Electron density at the QTAIM bond critical points of CH₂=CH–BH–O–CH₃ (neutral singlet, gas phase), calculated with PySCF 2.14.0 at the wB97X/def2-TZVP level on a GFN2-xTB geometry. The atoms are numbered C1, C2, B3, O4 and C5 along the chain, then H6 and H7 on C1, H8 on C2, H9 on B3, and H10 to H12 on C5.

```tsv
row	density (a.u.)	first atom	second atom
1	0.354	1.000	2.000
2	0.289	1.000	6.000
3	0.288	1.000	7.000
4	0.285	5.000	10.000
5	0.285	5.000	11.000
6	0.284	5.000	12.000
7	0.283	2.000	8.000
8	0.263	4.000	5.000
9	0.220	3.000	4.000
10	0.191	2.000	3.000
11	0.187	3.000	9.000
```

The molecule is CH₂=CH–BH–O–CH₃, and each row is one of its bonds. Row 1 is C=C, rows 2 to 7 are C–H, row 8 is C–O, row 9 is B–O, row 10 is B–C and row 11 is B–H. The density is the number of electrons per cubic bohr at the bond critical point (1 bohr is 0.529 Å). At this point the density is lowest along the path joining the two nuclei, and highest in the directions across that path.

Bond length alone is a poor guide to this density. The C=C and B–O bonds are both 1.33 Å long, yet their densities are 0.354 and 0.220. Over all eleven bonds the correlation between density and length is only −0.42. An estimate therefore has to know which atoms are bonded as well as how far apart they are.

### Two free atoms, then a factor for the bond

A simple way to bring in the elements is to place two free atoms at the bond distance and add their densities. Between the nuclei one cloud thins out while the other thickens, so the sum passes through a minimum. The bond critical point lies near that minimum. Bonding then raises the density there, and a single factor stands for this rise.

Slater's rules supply the free atoms. In boron, carbon and oxygen each valence electron feels an effective nuclear charge k = 0.65(Z − 1), where Z is the atomic number. The valence density at a distance r from the nucleus, in bohr, is then a constant times r² exp(−kr), and the constant follows from the number of valence electrons. For the atoms of this molecule the densities are:

- hydrogen: exp(−2r)/π
- boron: 1.18 r² exp(−2.60r), plus a core term 66 exp(−9.4r)
- carbon: 4.81 r² exp(−3.25r), plus a core term 118 exp(−11.4r)
- oxygen: 38.8 r² exp(−4.55r)

The core term is needed only for the atom closer to the minimum, and it has a noticeable effect only beside boron. Oxygen never takes that place here, so its core is left out.

The minimum can be found by trying points 0.1 bohr apart. Great care is unnecessary, because near a minimum a small error in position changes the sum very little. This makes the method practical with a pocket calculator: the bond length fixes the sum of the two distances, and two or three trials find the lowest value.

The hydrogen molecule shows why bonding raises the density. Let a and b be the 1s orbitals of its two atoms, which are equal at the midpoint. Two separate atoms give a density a² + b² = 2a² there. Two electrons in the bonding orbital give 4a²/(1 + S), where S is the overlap of the orbitals, so the density rises by the factor 2/(1 + S). Constructive interference alone would double it, and normalisation takes part of the gain back.

This simple form holds for two equal atoms whose s orbitals keep their shape. In the real hydrogen molecule the orbitals also contract, which raises the density at the midpoint further. Carbon and boron also direct hybrid orbitals towards their partners, and unequal atoms share the electrons unevenly. The hydrogen molecule therefore explains why a factor between one and two is reasonable, but it does not fix the value for the bonds in the table. That value has to be calibrated.

A least-squares fit to the six C–H bonds, with the factor as its only parameter, gives 1.54. For hand use this is rounded to 1.5. The rule is then:

**density at the critical point ≈ 1.5 × lowest sum of the two free-atom densities**

### A bond for which the rule works: B–C

The B–C bond of row 10 took no part in the calibration. Its length is 1.562 Å, or 2.95 bohr. Three trial points, measured from boron, give the following sums of boron valence, boron core and carbon valence density:

- at 1.0 bohr: 0.088 + 0.005 + 0.032 = 0.125
- at 1.1 bohr: 0.082 + 0.002 + 0.040 = 0.124
- at 1.2 bohr: 0.075 + 0.001 + 0.050 = 0.126

The middle point is the lowest. There the distance to carbon is 1.85 bohr, and the carbon term is 4.81 × 1.85² × exp(−3.25 × 1.85) = 0.040. Multiplying the sum by 1.5 gives 0.186, while the calculated density is 0.191. The estimate is about 2% too low, and a shift of 0.1 bohr in the trial point would have changed it by only about 1%.

### What the atomic clouds explain

The same sums show why B–O and C=C differ so much at equal length. In C=C each carbon is about 1.2 to 1.3 bohr from the minimum and contributes 0.12 to 0.14. In B–O the minimum lies close to boron, whose three valence electrons form a thin cloud. Oxygen has more electrons but holds them tightly, and at 1.6 bohr from its nucleus it adds only 0.065.

Replacing carbon by boron therefore lowers the density, because boron brings fewer valence electrons and spreads them more widely. The table shows this for both partners with which the exchange can be made between single bonds. From C–H to B–H the density falls from about 0.285 to 0.187, and from C–O to B–O it falls from 0.263 to 0.220. Stretching a bond also lowers the estimate, since each atom is then sampled further out in its tail.

The double bond needs no term of its own in this picture. Its π orbital has a node in the molecular plane, and the critical point lies in that plane, so the π electrons add almost no density there directly. In the rule the double bond acts through its short length, which brings the two carbon clouds closer together. The resulting estimate, 0.385, is 9% above the calculated 0.354.

### A bond for which the rule fails: C–O

The C–O bond of row 8 is 1.401 Å long, or 2.65 bohr. The lowest sum is found 1.1 bohr from carbon and 1.55 bohr from oxygen. Carbon contributes 0.163 and oxygen 0.081, which with a very small core term makes 0.245. The factor 1.5 raises this to 0.367, whereas the calculated density is 0.263. The estimate is 40% too high.

The error could come from the free atoms or from the factor, and the same calculation can tell the two apart. It gives the deformation density, which is the density of the molecule less that of its superposed free atoms. At the C–O critical point this is 0.092 electrons per Å³, or 0.092 × 0.529³ = 0.014 in the units of the table. The free atoms alone thus supply 0.263 − 0.014 = 0.249, close to the hand value of 0.245.

The atomic part of the estimate is therefore sound, and the factor is at fault. In C–O the calculated density is only 1.05 times that of the free atoms, while in C=C it is 1.49 times. The B–O bond lies between them at 1.35, and its estimate is 17% too high. Both bonds to oxygen gain less density than the rule assumes.

Part of the reason may lie in the free oxygen atom itself. Its four 2p electrons, averaged over all directions, put 4/3 of an electron into each p orbital, including the one that points along the bond. An oxygen atom prepared for an ordinary single bond brings about one electron in that direction. The free-atom sum thus already contains some density that the bond does not need, and less has to be added. The effect seems too small, however. If oxygen bonds through a pure p orbital, the correction removes one sixth of the oxygen term on the bond axis, which is 0.014 for C–O. Multiplied by 1.5 this gives 0.020, about a fifth of the excess of 0.104 in the estimate. A hybrid orbital pointing at carbon would make the correction larger, so this share is only a rough guide. On this count most of the error at C–O has another origin, which these data do not identify.

Carbon and boron start from the other side, with 2/3 and 1/3 of an electron in each p orbital. This might also explain why B–O gains more density than C–O, but that step is a guess. The bonds to hydrogen do not support it: the ratio of calculated to free-atom density is nearly the same for B–H and C–H, about 1.7 in both. Counting p electrons thus accounts for only part of the low values at oxygen, and it provides no corrected factor for each pair of elements.

### How far the rule can be trusted

For the nine bonds without oxygen the mean absolute error is 4% of the calculated density. Six of these are C–H bonds, which are close copies of one another and set the factor in the first place. The real test is the other three: C=C comes out 9% too high, B–C 2% too low and B–H 7% too low. With the unrounded factor of 1.54 the error for C=C would grow to 12%, so errors of roughly 10% should be expected for bonds of these kinds. Three bonds of one molecule are a small test, and other molecules may do worse.

The factor should not be read as the true gain in density on bonding. Slater's atoms are somewhat too dense at the minimum, by about 9% for C–H, and the calibrated factor makes up for this. Relative to the free atoms of the calculation itself, the C–H density rises by a factor of about 1.7 rather than 1.5. The rule works for these bonds because the two deviations compensate each other.

Fine differences within one kind of bond are beyond its reach. The six C–H densities span only 0.006, which is about 2% of their value. The rule puts the C–H bond of row 7 above those of the methyl group because it is shorter, yet its calculated density is the lowest of the six. The lengths come from a tight-binding geometry, and a change of 0.01 Å in a C–H bond already shifts the estimate by nearly 2%.

For both bonds to oxygen in this molecule the rule gives too high a value, and two such bonds are too few to calibrate another factor. The free-atom sum is still useful there, since both calculated densities lie above it and below 1.5 times its value. For C–O this range runs from 0.245 to 0.367, and the calculated 0.263 lies near its lower end.

An estimated density should also not be turned into a bond order when the elements differ. B–O has a lower density than C–O, yet its Mayer bond order, a measure of shared electrons, is 1.32 against 0.90. The rule shows how this can happen: the density at the critical point depends strongly on how compact the two atomic clouds are and where their sum is lowest. Bond order counts electrons shared over the whole bond, including π electrons that have a node at that point.
